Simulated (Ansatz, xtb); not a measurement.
**Group exchange: C4H10 + Si3H8O → C3H10Si + CH8OSi2**

Species: C4H10 `CC(C)C`, singlet; Si3H8O `[SiH3]O[SiH2][SiH3]`, singlet; C3H10Si `CC(C)[SiH3]`, singlet; CH8OSi2 `CO[SiH2][SiH3]`, singlet. The partners trade CH3 for SiH3: C–CH3 and O–SiH3 bonds give way to C–SiH3 and O–CH3.

Shapes, held fixed at every level: PBE0-D4/def2-TZVP. Flexible molecules stand in one conformer, not always the lowest. Programs: Ansatz 0.2.0, xtb 6.7.1, xtb 6.7.1 later snapshot. Electronic energies: no zero-point or thermal term.

| level | kind | ΔE (kJ/mol) | less CCSD(T)/CBS estimate | CPU time (sum over the molecules) |
| --- | --- | --- | --- | --- |
| GFN0-xTB | semi-empirical | +104.3 | -73.3 | 0.1 s |
| SPW92/def2-TZVPP | LDA | +159.7 | -17.9 | 20 s |
| PBE-D4/def2-TZVPP | GGA | +156.5 | -21.1 | 37 s |
| r2SCAN-D4/def2-TZVPP | meta-GGA | +171.7 | -5.9 | 59 s |
| wB97M-V/def2-TZVPP | range-separated hybrid | +171.3 | -6.3 | 2.4 min |
| CCSD(T)/def2-SVP | coupled cluster or CI | +163.9 | -13.7 | 50 s |
| CCSD/def2-SVP | coupled cluster or CI | +166.0 | -11.6 | – |
| CCSD/def2-TZVPP | coupled cluster or CI | +177.5 | -0.1 | – |
| CCSD(T)/CBS estimate | coupled cluster or CI | +177.6 | 0.0 | 25 min |

The highest level, CCSD(T)/CBS estimate, gives ΔE = +177.6 kJ/mol; the levels span +104.3 to +177.6. GFN0-xTB strays far from the other rows. The column of differences is taken from that level and isn't an error. No measured value is set beside it here. The CBS estimate extrapolates MP2 from def2-TZVPP and def2-QZVPP and adds CCSD(T) − MP2 in the triple-zeta set, cores frozen. Times are processor times on shared x86 and Arm servers, and rough.

Every level makes the exchange strongly endothermic: silyl belongs on oxygen and methyl on carbon. The main reason is the Si–O bond, whose large electronegativity difference gives it a strong ionic contribution, probably helped by delocalisation of the oxygen lone pairs into σ* orbitals on silicon. The products have polar C–Si and C–O bonds instead, but bond strengthening grows faster than linearly with electronegativity difference, so two moderately polar bonds don't make up for one very polar bond and a sound C–C bond.

The sign is secure, the size less so. r2SCAN-D4 and wB97M-V come close to the highest level, whereas PBE-D4 falls slightly further below it than the LDA does. Enlarging the basis raises the CCSD value from +166.0 to +177.5 kJ/mol, while triples lower it slightly in the small basis, so the near-perfect agreement of CCSD/def2-TZVPP with the highest level probably reflects cancellation between missing triples and remaining basis-set incompleteness. The total doesn't give the strengths of the individual bonds.
